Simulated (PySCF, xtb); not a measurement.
# Isomers of C2H5BO in order of energy

3 gas-phase structures of C2H5BO, from a drawn sample of its isomers (lower ones may exist). Each was relaxed with GFN2-xTB:

A. `BC(=C)O`, a singlet
B. `B/C=C/O`, a singlet
C. `B/C=C\O`, a singlet

Which do you expect lowest at r2SCAN-D4/def2-SVP, and how would the others follow?

Calculated order at r2SCAN-D4/def2-SVP: B (0.000), C (0.134), A (0.308) eV.

Energies above the lowest of each column, in eV; the last columns are at PBE0-D4/def2-SVP geometries:

| structure | GFN2-xTB | HF/STO-3G | r2SCAN-D4/def2-SVP | PBE0-D4/def2-SVP | CCSD(T)/def2-SVP + ΔMP2/def2-TZVPP |
| --- | --- | --- | --- | --- | --- |
| B | 0.000 | 0.000 | 0.000 | 0.000 | 0.000 |
| C | 0.110 | 0.086 | 0.134 | 0.145 | 0.157 |
| A | 0.131 | 0.227 | 0.308 | 0.307 | 0.211 |

Every level run on B puts it lowest or level with the lowest. Flexible structures stand in one conformer each, not always the lowest. ΔMP2 is the change of the MP2 energy from the smaller to the larger basis.

Programs: PySCF 2.14.0, xtb 6.7.1.

All levels give the same order: the trans 1,2-isomer B, then its cis partner C, then the geminal isomer A. The main divide is probably one of conjugation. In B and C the hydroxyl oxygen donates π density through the C=C bond to the carbon bearing boron, whose empty p orbital can take it up. In A both groups sit on the same carbon, so oxygen pushes density towards the terminal CH2 and the donor-acceptor path is broken.

C shares the favourable connectivity, so its cost of 0.157 eV at the coupled-cluster level more likely reflects the cis contact. Direct O→B donation there would need a strained four-membered ring and offers little compensation. A falls from 0.307 eV with PBE0 to 0.211 eV with coupled cluster, perhaps through the correlation treatment or the larger basis, which leaves the order of C and A less secure than B's first place. None of the three has a B–O bond, and isomers that do, such as vinyl(hydroxy)borane, should lie well below them.
